\paragraph{Note 1. Premises and conventions.}
Set $\hbar=k_B=1$ until the numbers; $\omega$ and $T$ are energies. (P1) One spin-degenerate band, $\xi_k=k^2/2m-E_F$, strictly two-dimensional, with no disorder. Its density of states for both spins is $N_0=m/\pi$, and $v=k_F/m$. (P2) The bare interaction is $v_q=e^2/(2\epsilon_0\epsilon_r q)$, so that $N_0v_q=\kappa/q$ with $\kappa=2/a^*$ and $a^*=a_0\epsilon_r m_e/m$. (P3) The golden rule is applied on the mass shell with the RPA amplitude $W=v_q/(1-v_q\chi_0)$, where $\chi_0(q,\omega)$ is the retarded free density response. (P4) $\varepsilon,T\ll E_F$, with $\varepsilon=\xi_k$. The rate $\Gamma=\hbar/\tau_{ee}$ is the decay rate of an occupation, which is the full width at half maximum of a Lorentzian spectral peak. Two abbreviations:
\begin{equation}
\gamma=\frac{\kappa}{2k_F}=\frac{r_s}{\sqrt2},\qquad w=N_0W(2k_F,0)=\frac{\gamma}{1+\gamma},
\end{equation}
where $r_s=1/(a^*\sqrt{\pi n})$ and $k_F^2=2\pi n$.

\paragraph{Note 2. From the golden rule to $\mathrm{Im}\,W$.}
The process is $\mathbf k,\mathbf p\to\mathbf k-\mathbf q,\mathbf p'=\mathbf p+\mathbf q$. Keep the direct amplitude first; exchange follows in Note 9. Split the energy delta function as $\int d\omega\,\delta(\omega-\xi_k+\xi_{k-q})\,\delta(\omega-\xi_{p+q}+\xi_p)$. At $T=0$,
\begin{equation}
\Gamma=2\pi\!\int\!\frac{d^2q}{(2\pi)^2}\int_0^{\varepsilon}\! d\omega\,|W|^2S(q,\omega)\,\delta(\omega-\xi_k+\xi_{k-q}),
\end{equation}
\begin{equation}
S=2\!\int\!\frac{d^2p}{(2\pi)^2}f_p(1-f_{p+q})\,\delta(\omega-\xi_{p+q}+\xi_p)=-\frac1\pi\mathrm{Im}\chi_0 .
\end{equation}
The 2 sums the partner's spin. The limit $\omega<\varepsilon$ is Pauli blocking of $\mathbf k-\mathbf q$. The last equality holds because $f_{p+q}(1-f_p)=0$ for $\omega>0$, so the occupation factor equals $f_p-f_{p+q}$. Since $1/W=1/v_q-\chi_0$, one has $\mathrm{Im}W=|W|^2\mathrm{Im}\chi_0$, and the rate is $2\int d^2q/(2\pi)^2\,|\mathrm{Im}W|$ taken at $\omega=\xi_k-\xi_{k-q}$.

\paragraph{Note 3. Kinematics.}
The first delta function fixes the component of $\mathbf k$ along $\mathbf q$, and the second fixes that of $\mathbf p'$, at the same value:
\begin{equation}
k_\parallel=p'_\parallel=\frac{m\omega}{q}+\frac q2,\qquad p_\parallel=k_\parallel-q .
\end{equation}
Define $t=k_F^2-k_\parallel^2$. Then $k_F^2-p_\parallel^2=t+2m\omega$ and $k_\perp^2=k^2-k_\parallel^2=t+2m\varepsilon$. The angle $\phi$ between $\mathbf q$ and $\mathbf k$ has two roots, each with Jacobian $kq|\sin\phi|/m=qk_\perp/m$, so $\int d\phi\,\delta(\cdot)=2m/(qk_\perp)$. In $S$ the delta function gives $m/q$, and the occupations require $t<p_\perp^2<t+2m\omega$. These are two equal strips, one on each side of the $\mathbf q$ axis. Hence $\pi S=N_0y$ with
\begin{equation}
y=\frac{\sqrt{t+2m\omega}-\theta(t)\sqrt t}{q},\qquad t>-2m\omega .
\end{equation}

\paragraph{Note 4. The real part.}
Shift $\mathbf p+\mathbf q\to\mathbf p$ in the second term of $\chi_0=2\int d^2p/(2\pi)^2\,(f_p-f_{p+q})/(\omega+\xi_p-\xi_{p+q}+i0)$. Both terms become the unit-disc integral $\int_{-1}^{1}2\sqrt{1-x^2}\,dx/(z-x)=2\pi(z-\sqrt{z^2-1})$, on the branch $\sqrt{z^2-1}\to z$ at large $z$, evaluated at $\nu_\pm=\omega/vq\pm q/2k_F$. Here $\nu_+=k_\parallel/k_F$ and $\nu_-=p_\parallel/k_F$. The result is Stern's (1967) function
\begin{equation}
-\frac{\chi_0}{N_0}=1+\frac{k_F}{q}\Big[\sqrt{\nu_-^2-1}-\sqrt{\nu_+^2-1}\Big].
\end{equation}
For $|\nu|<1$ a root equals $i\sqrt{1-\nu^2}$, so $-\chi_0/N_0=1+iy$ exactly for $t>0$. In the slivers $-2m\omega<t<0$ the real part is $1-\sqrt{-t}/q$. Therefore $N_0W=1/(b+iy)$ with $b=1+q/\kappa-\theta(-t)\sqrt{-t}/q$. The prefactor is $2\cdot2m/(4\pi^2N_0)=1/\pi$, and (2) becomes, still exactly within P1--P3,
\begin{equation}
\Gamma=\frac1\pi\int_0^\varepsilon d\omega\int dq\,\frac1{k_\perp}\,\frac{y}{b^2+y^2}.
\end{equation}
The plasmon does not enter. At small $q$ its phase velocity, of order $v\sqrt{\kappa/2q}$, far exceeds the velocity of the electron; emission needs the pole of $W$ at $\nu_+\le k/k_F\simeq1+\varepsilon/2E_F$. For small $\gamma$ and $\kappa\ll q\ll k_F$, (6) places the pole at $\sqrt{2(\nu_+-1)}-\sqrt{2(\nu_--1)}=q^2/\kappa k_F$ with $\nu_+-\nu_-=q/k_F$, that is $\sqrt{2(\nu_+-1)}=\kappa/q+q^2/2\kappa k_F$. This is smallest at $q^3=\kappa^2k_F$, so emission opens only at $\varepsilon\simeq\tfrac94(2\gamma)^{2/3}E_F\approx3.6\,\gamma^{2/3}E_F$, above the scale $\hbar v\kappa=4\gamma E_F$ that bounds the results at small $\gamma$ (Note 14).

\paragraph{Note 5. Two logarithms.}
Let $u=q/2k_F$. Away from both edges, $t\simeq k_F^2(1-u^2)\gg m\varepsilon$, so $y\simeq m\omega/(q\sqrt t)\ll1$ and $k_\perp\simeq\sqrt t$. With $m/k_F^2=1/2E_F$,
\begin{equation}
\Gamma=\frac{1}{2\pi E_F}\int_0^\varepsilon\omega\,J\,d\omega,\qquad J=\int\frac{du}{u(1-u^2)(1+u/\gamma)^2}.
\end{equation}
Each delta function has supplied one factor $1/(q\sqrt t)$, and the measure $q\,dq$ cancels a single power of $q$. The integrand behaves as $1/u$ at $u\to0$ and as $w^2u/(1-u^2)$ at $u\to1$. The second divergence, backscattering, is often passed over. With cutoffs $u>u_0$ and $1-u^2>\delta$,
\begin{equation}
J=\ln\frac1{u_0}+\frac{w^2}{2}\ln\frac1\delta+C,\qquad C=\int_0^1\!du\,\frac{(1+u/\gamma)^{-2}-1+(1-w^2)u^2}{u(1-u^2)} .
\end{equation}
The partial fractions of the integrand of $J$ are
\begin{equation}
\frac1u+\frac{w^2/2}{1-u}-\frac{\gamma^2}{2(\gamma-1)^2(1+u)}+\frac{3\gamma^2-1}{(\gamma^2-1)^2(u+\gamma)}+\frac{\gamma}{(\gamma^2-1)(u+\gamma)^2}.
\end{equation}
Subtracting $1/u$ and $(w^2/2)[1/(1-u)-1/(1+u)]$ and integrating gives
\begin{equation}
C(\gamma)=\frac{-2\gamma^3\ln2+(3\gamma^2-1)\ln(1+1/\gamma)+\gamma-1}{(\gamma^2-1)^2},
\end{equation}
which is regular at $\gamma=1$, tends to $\ln\gamma-1$ for $\gamma\to0$ and vanishes for $\gamma\to\infty$.

\paragraph{Note 6. The forward edge needs dynamic screening.}
For $q\sim\omega/v\ll\kappa,k_F$ one has $b=1$, $\sqrt t=k_Fs/vq$ and $y=\omega/s$, with $s=\sqrt{v^2q^2-\omega^2}$. Then
\begin{equation}
\frac{1}{\sqrt t}\frac{y}{1+y^2}=\frac{vq}{k_Fs}\,\frac{\omega s}{v^2q^2}=\frac{m\omega}{k_F^2\,q}.
\end{equation}
The two square roots cancel. The integrand keeps the form $dq/q$ down to the sharp edge $q=\omega/v$, so $u_0=\omega/4E_F$. The slivers $|t|\lesssim m\varepsilon$ occupy $dq/q\sim\varepsilon/E_F$ with an integrand of no larger order and are dropped. Averaging with the weight $2\omega\,d\omega/\varepsilon^2$, and using $-2\int_0^1z\ln z\,dz=\tfrac12$,
\begin{equation}
\Big\langle\ln\frac1{u_0}\Big\rangle=\ln\frac{4E_F}{\varepsilon}+\frac12\equiv\Lambda .
\end{equation}
A warning: with static screening $1/(1+y^2)$ is missing. The edge then contributes $\int(dq/q)(k_F^2/t)$ with $dq/q=dt/2k_F^2$, cut off at $t\sim m\varepsilon$ by band curvature, which is an extra $\tfrac12\ln(E_F/\varepsilon)$. For the Coulomb gas this term is spurious, since $|N_0W|=s/vq$ vanishes at the edge. For a weak short-range interaction $U$, screening acts only where $N_0Uy>1$, and part of the term survives.

\paragraph{Note 7. The backward edge.}
Near $q=2k_F$, $y\lesssim\sqrt{\varepsilon/E_F}$ and $b\to1/w$, while $dt=-2k_\parallel dk_\parallel\simeq-k_Fdq$. The contribution to (7) is $(w^2/2\pi k_F^2)\int d\omega\,K$, with $a=2m\omega$, $c=2m\varepsilon$ and a matching point $c\ll t_1\ll k_F^2$:
\begin{equation}
K=\int_{-a}^{t_1}\!\sqrt{\frac{t+a}{t+c}}\,dt-\int_0^{t_1}\!\sqrt{\frac{t}{t+c}}\,dt .
\end{equation}
The antiderivative of $\sqrt{x/(x+d)}$ is $\sqrt{x(x+d)}-d\ln(\sqrt x+\sqrt{x+d})$. From the lower edge of the domain to large $X$ it gives $X+d/2-(d/2)\ln(4X/|d|)$, for either sign of $d$. Using $d=c-a$, $X=t_1+a$ and then $d=c$, $X=t_1$,
\begin{equation}
K=\frac a2+\frac a2\ln4t_1+\frac12\big[(c-a)\ln|c-a|-c\ln|c|\big].
\end{equation}
Put $a=cz$. Then $\int_0^1K\,dz=\tfrac c4[1+\ln(4t_1/c)]-\tfrac c8=\tfrac c4[\ln(4t_1/c)+\tfrac12]$. A sharp cutoff $t_0=k_F^2\delta$ on the asymptotic integrand $a/2t$ would give $\tfrac c4\ln(t_1/t_0)$. Since $c=k_F^2\varepsilon/E_F$, the effective cutoff is $\ln(1/\delta)=\Lambda$, the same as at the forward edge. The factor $\tfrac12$ in (9) arises because the deviation from backscattering angle $\pi$ scales as $\sqrt{1-u^2}$ and so stops at $\sqrt{\varepsilon/E_F}$.

\paragraph{Note 8. The direct rate at $T=0$.}
\begin{equation}
\Gamma_{\rm dir}=\frac{\varepsilon^2}{4\pi E_F}\Big[\Big(1+\frac{w^2}{2}\Big)\Lambda+C(\gamma)\Big].
\end{equation}
At high density, $\gamma\to0$, the bracket is $\ln(E_F/\varepsilon)+\ln(2\kappa/k_F)-\tfrac12$. Cutting the $q$ integral sharply at $\kappa$ would give $+\tfrac12$ instead; the $-1$ in $C$ is the smooth tail of $(1+q/\kappa)^{-2}$. To leading logarithm,
\begin{equation}
\frac{\hbar}{\tau_{ee}}=\frac{\varepsilon^2}{4\pi E_F}\ln\frac{E_F}{\varepsilon},
\end{equation}
the form associated with Giuliani and Quinn (1982). The charge has dropped out because $N_0W(q\to0,0)=1$ for any long-range repulsion. Dropped terms are of relative order $\varepsilon/E_F$, apart from one of order $w^3\sqrt{\varepsilon/E_F}$ in the bracket, from the kink of $b$ at the backward edge. Holes near $E_F$ obey the same formula with $|\varepsilon|$.

\paragraph{Note 9. Exchange.}
For parallel spins the amplitude is $W(q,\omega)-W(q',\omega')$, with $\mathbf q'=\mathbf k-\mathbf p'$ and $\omega'=\xi_k-\xi_{p'}$, and final states are counted once by a factor $\tfrac12$. Relabelling the two final states turns $\tfrac12|W-W'|^2$ into $|W|^2-\mathrm{Re}\,WW'^*$. Adding $|W|^2$ for opposite spins and dividing by the 2 already present in $S$, exchange replaces $|W|^2$ by $|W|^2-\tfrac12\mathrm{Re}\,WW'^*$. By (4), $\mathbf q'\perp\mathbf q$ and $q'=|k_\perp\mp|p_\perp||$ for the two strips of Note 3, each carrying half the weight.

(a) Forward logarithm, opposite strip. This is a head-on collision with $q'\simeq2k_F$ and $N_0W'=w$. It contributes $-\tfrac12\cdot\tfrac12\,w\Lambda$.

(b) Forward logarithm, same strip. The electrons are nearly collinear, and $q'=(k^2-p'^2)/(k_\perp+|p_\perp|)\simeq m\omega'/k_\perp$, so $\omega'/vq'=k_\perp/k_F$. The exchange transfer sits at its own forward edge, where $|N_0W'|=k_\parallel/k_F=\omega/vq+u$. This is small throughout the logarithmic range, and $\int dq/q$ of it converges at both ends, so no logarithm results. Setting $W'$ to its static value here would wrongly subtract $\Lambda/4$. A constant remains. For $q\sim\omega/v$ let $\cos\phi=\omega/vq$; then $y=\cot\phi$, $y'=\tan\phi$, $N_0^2\mathrm{Re}\,WW'^*=2\sin^2\phi\cos^2\phi$, the measure is $\tan\phi\,d\phi/\sin^2\phi$, and the bracket changes by $-\tfrac14\int_0^{\pi/2}\sin2\phi\,d\phi=-\tfrac14$.

(c) Backward logarithm, both strips. Now $k_\perp\ll k_F$, so $q'$ is small, $\omega'\ll vq'$ and $N_0W'=1$. It contributes $-\tfrac12w\cdot\tfrac12\Lambda$.

Cases (a) and (c) are images of each other under the relabelling, and their weights agree. In sum,
\begin{equation}
\Gamma=\frac{\varepsilon^2}{4\pi E_F}\Big\{\Big[1-\frac{w(1-w)}{2}\Big]\Lambda+O(1)\Big\}.
\end{equation}
The coefficient of the logarithm lies between $7/8$ (at $w=\tfrac12$) and 1. Exchange more than cancels the $2k_F$ term, and (17) describes the logarithm better than (16) suggests. The exchange constant is not computed in full. It survives at $r_s\to0$, as the $-\tfrac14$ shows, so the constant in (16) belongs to the RPA direct term only.

\paragraph{Note 10. Finite temperature: which rate.}
With Bose function $n(\omega)$, $S=-(1+n)\mathrm{Im}\chi_0/\pi$ for $\omega$ of either sign. Write $f'=f(\varepsilon-\omega)$. Scattering out of an occupied state carries $(1+n)(1-f')$, and scattering into an empty one carries $nf'$. A deviation $\delta f_k$ relaxes at their sum, which is also the spectral width:
\begin{equation}
(1+n)(1-f')+nf'=n(\omega)+f(\omega-\varepsilon),\qquad (1+n)(1-f')=[1-f(\varepsilon)]\,[n(\omega)+f(\omega-\varepsilon)].
\end{equation}
At $\varepsilon=0$ the out-scattering rate is half the width, a factor 2 that must be fixed before prefactors are compared. The weight $\int_0^\varepsilon\omega\,d\omega$ becomes
\begin{equation}
\int_{-\infty}^\infty\omega\,[n(\omega)+f(\omega-\varepsilon)]\,d\omega=\frac{\varepsilon^2+\pi^2T^2}{2}.
\end{equation}
To see this, note that at $\varepsilon=0$ the bracket is $1/\sinh(\omega/T)$, with $\int x\,dx/\sinh x=\pi^2/2$, and that the $\varepsilon$ derivative is the mean of $\omega$ over a normalised peak centred at $\varepsilon$, namely $\varepsilon$. The chemical potential $T\ln(e^{E_F/T}-1)$ equals $E_F$ up to exponentially small terms.

\paragraph{Note 11. The thermal logarithm at $\varepsilon=0$.}
Forward edge: average $\ln(4E_F/|\omega|)$ with weight $x/\sinh x$, $x=\omega/T$. From $\int_0^\infty x^{\sigma-1}dx/\sinh x=2\Gamma(\sigma)(1-2^{-\sigma})\zeta(\sigma)$, with Euler's $\Gamma$, the logarithmic derivative at $\sigma=2$ gives
\begin{equation}
c_0=\langle\ln x\rangle=\psi(2)+\tfrac13\ln2+\zeta'(2)/\zeta(2)=0.084,\qquad \Lambda_T=\ln\frac{4E_F}{T}-c_0 .
\end{equation}
Backward edge: $\chi_0$ is linear in $f$, so at finite $T$ it is the $T=0$ function with the Fermi level shifted by $\eta T$, averaged with $P(\eta)=1/(4\cosh^2\frac\eta2)$. In (15) this sets $c=-\eta$ and $a=x$ in units of $2mT$. The term $c\ln|c|$ is odd and averages to zero. What remains is $-\tfrac12\int dx'\,x'\ln|x'|\,\Phi(x')$, where $\Phi$ is the principal-value convolution of $P$ with $1/\sinh$. The Fourier transforms (kernel $e^{i\lambda x}$) are $\pi\lambda/\sinh\pi\lambda$ and $i\pi\tanh(\pi\lambda/2)$. Their product is $i\lambda\,(\pi^2/2)\,\mathrm{sech}^2(\pi\lambda/2)$, and $(\pi^2/2)\,\mathrm{sech}^2(\pi\lambda/2)$ is the transform of $x/\sinh x$, so $\Phi=-(x/\sinh x)'$. Integration by parts gives $-\tfrac12\cdot\tfrac{\pi^2}2(c_0+1)$. The $-1$ cancels against the term $a/2$, and the backward logarithm is again $\Lambda_T$. The width is
\begin{equation}
\Gamma_{\rm dir}(0,T)=\frac{\pi(k_BT)^2}{4E_F}\Big[\Big(1+\frac{w^2}2\Big)\Lambda_T+C(\gamma)\Big],
\end{equation}
that is $(\pi/4)[(k_BT)^2/E_F]\ln(E_F/k_BT)$ to leading logarithm at small $r_s$, and $\pi/8$ in place of $\pi/4$ for out-scattering alone. Exchange adds $-w\Lambda_T/2$ at logarithmic accuracy.

\paragraph{Note 12. Three dimensions.}
The solid-angle integral of the delta function gives $2\pi/vq$. The partner's strips become an annulus of area $\pi\cdot2m\omega$, so $-\mathrm{Im}\chi_0=N_3\pi\omega/2vq$ for $q<2k_F$, with $N_3=mk_F/\pi^2$. Neither factor contains $1/\sqrt t$, and the measure $q^2dq$ cancels both powers of $q$. With $N_3W=1/(1+q^2/\kappa_3^2)$,
\begin{equation}
\Gamma_{3D}=\frac{\pi\varepsilon^2}{16E_F}\int_0^{2k_F}\frac{dq/k_F}{(1+q^2/\kappa_3^2)^2}\;\to\;\frac{\pi^2}{64}\frac{\kappa_3}{k_F}\frac{\varepsilon^2}{E_F}\quad(\kappa_3\ll k_F).
\end{equation}
The integral converges at both ends. There is no logarithm, and the charge stays in the result through $\kappa_3$.

\paragraph{Note 13. An exact point far from $E_F$.}
A hole at the band bottom, $k=0$, is filled from $q=xk_F$, $0<x<1$, releasing $\omega=q^2/2m$. Then $\nu_-=0$ and $\nu_+=x$. With $x=\sin\alpha$, $y=(1-\cos\alpha)/\sin\alpha=\tan(\alpha/2)$ and $y/(1+y^2)=x/2$. From Note 2,
\begin{equation}
\Gamma_{k=0}=2E_F\int_0^1\frac{x\,y\,dx}{(1+x/2\gamma)^2+y^2}\;\to\;\frac{E_F}{3}\quad(\gamma\to\infty).
\end{equation}

\paragraph{Note 14. Range of validity.}
(i) $\varepsilon,k_BT\ll E_F$, and also $\ll\hbar v\kappa$ at small $\gamma$, so that $\Lambda+C\gg1$. Then $\Gamma\ll\varepsilon$, as the golden rule requires. The bare form (17) needs $\ln(E_F/\varepsilon)$ large against $\ln4+\tfrac12=1.89$, which is seldom met. (ii) P3 is controlled only for $r_s\ll1$. At $r_s\gtrsim1$, ladder and vertex terms, the quasiparticle weight and the mass shift are as large as the exchange term, and (16) and (18) only indicate a spread. Repeated head-on scattering brings further logarithms with a coefficient that is small only with $r_s$. (iii) Clean limit: the smallest transfer $\omega/v$ must exceed the inverse elastic mean free path, so $\max(\varepsilon,k_BT)\,\tau_{el}\gg\hbar$; below this, diffusion changes the energy dependence. (iv) One band, thin against $1/k_F$, and no other carriers to screen it or to receive the electron. (v) $\tau_{ee}$ is a single-particle lifetime. It limits interference and tunnelling linewidths, and $\ell_{ee}=v\tau_{ee}$ bounds the size of a region described by a one-electron scattering matrix. It is not a resistivity time, since under P1 the collisions conserve the current.

\paragraph{Note 15. Numbers.}
The Shockley state of Ag(111) is modelled as a free-standing layer with typical inputs $E_F\approx65$ meV above the band bottom and $m\approx0.40\,m_e$, with $\epsilon_r=1$ and spin--orbit splitting ignored. Beside it stands a GaAs channel with typical $m\approx0.067\,m_e$, $\epsilon_r\approx12.9$ and an assumed $n=3.0\times10^{11}$ cm$^{-2}$. The rows marked exch add $-w\Lambda/2$ to the bracket of (16), with an unknown constant of a few tenths. All rows are at $T=0$.

\begin{tabular}{lcc}
 & Ag(111) model & GaAs model\\
$E_F$ (meV) & 65 & 10.7\\
$k_F$, $\kappa$ (nm$^{-1}$) & 0.826, 15.1 & 0.137, 0.196\\
$v$ ($10^5$ m/s) & 2.39 & 2.37\\
$\gamma$, $r_s$ & 9.15, 12.9 & 0.715, 1.01\\
$w$, $C$ & 0.901, $-0.15$ & 0.417, $-1.36$\\
$1+w^2/2$, $1-w(1-w)/2$ & 1.41, 0.96 & 1.09, 0.88\\
$\varepsilon$ (meV), $\varepsilon/E_F$ & 5, 0.077 & 1, 0.093\\
$\varepsilon^2/4\pi E_F$ (meV), $\Lambda$ & 0.0306, 4.45 & 0.00742, 4.26\\
bracket: dir, exch & 6.1, 4.1 & 3.3, 2.4\\
$\Gamma$ from (17) (meV) & 0.08 & 0.018\\
$\Gamma$: dir, exch (meV) & 0.19, 0.13 & 0.024, 0.018\\
$\tau_{ee}$: dir, exch (ps) & 3.5, 5.2 & 27, 37\\
$\ell_{ee}$: dir, exch ($\mu$m) & 0.84, 1.3 & 6.4, 8.8\\
\end{tabular}

Exchange is about a third of the direct rate in the Ag model and about a quarter in the GaAs model, and the constants matter as much as the logarithm. At $\varepsilon=0$ and 20 K the Ag model has $k_BT=1.72$ meV, prefactor $\pi(k_BT)^2/4E_F=0.0359$ meV and $\Lambda_T=4.93$, giving widths of 0.24 meV (dir) and 0.16 meV (exch). For GaAs wells, typical tunnelling linewidths lie above the direct RPA term by a few tens of per cent, so the GaAs model rates, the exch one most, are on the low side.

Phonons compete on Ag. Take a Debye coupling $\alpha^2F=\lambda(\omega/\omega_D)^2$ with typical $\lambda\approx0.12$ and $\omega_D=k_B\Theta_D=18.5$ meV, from the compiled bulk $\Theta_D=215$ K (Wikipedia). Summing emission and absorption, $\Gamma_{ph}=2\pi\int_0^{\omega_D}\alpha^2F\,[2n(\omega)+f(\omega-\varepsilon)+f(\omega+\varepsilon)]\,d\omega$. At $T=0$ this is $2\pi\lambda\varepsilon^3/3\omega_D^2=0.09$ meV for $\varepsilon=5$ meV. At $\varepsilon=0$ the bracket is $2/\sinh(\omega/T)$, which gives $14\pi\zeta(3)\lambda T^3/\omega_D^2=0.09$ meV at 20 K. Both are about half of the model's electron--electron width.

The Ag numbers are the model's. With $r_s\approx13$, P3 is outside its controlled range, and condition (iv) fails: the state overlaps the bulk $sp$ electrons, which screen the intraband interaction to $N_0W<1$ and open interband decay without a logarithm. The band bottom gauges the miss. Equation (24) gives 20 meV at $\gamma=9.15$ (limit $E_F/3=21.7$ meV), while the typical low-temperature linewidth there is about 6 meV in total, of which roughly 2 meV is ascribed to electron--electron scattering. The free-standing model thus overestimates that scattering on Ag(111) by roughly a factor of ten. Its $\hbar/\tau_{ee}$ of 0.13--0.19 meV at $\varepsilon=5$ meV, or $\tau_{ee}$ of 3.5--5.2 ps, is likely too fast by a similar factor, in which case phonon emission dominates the decay at this energy.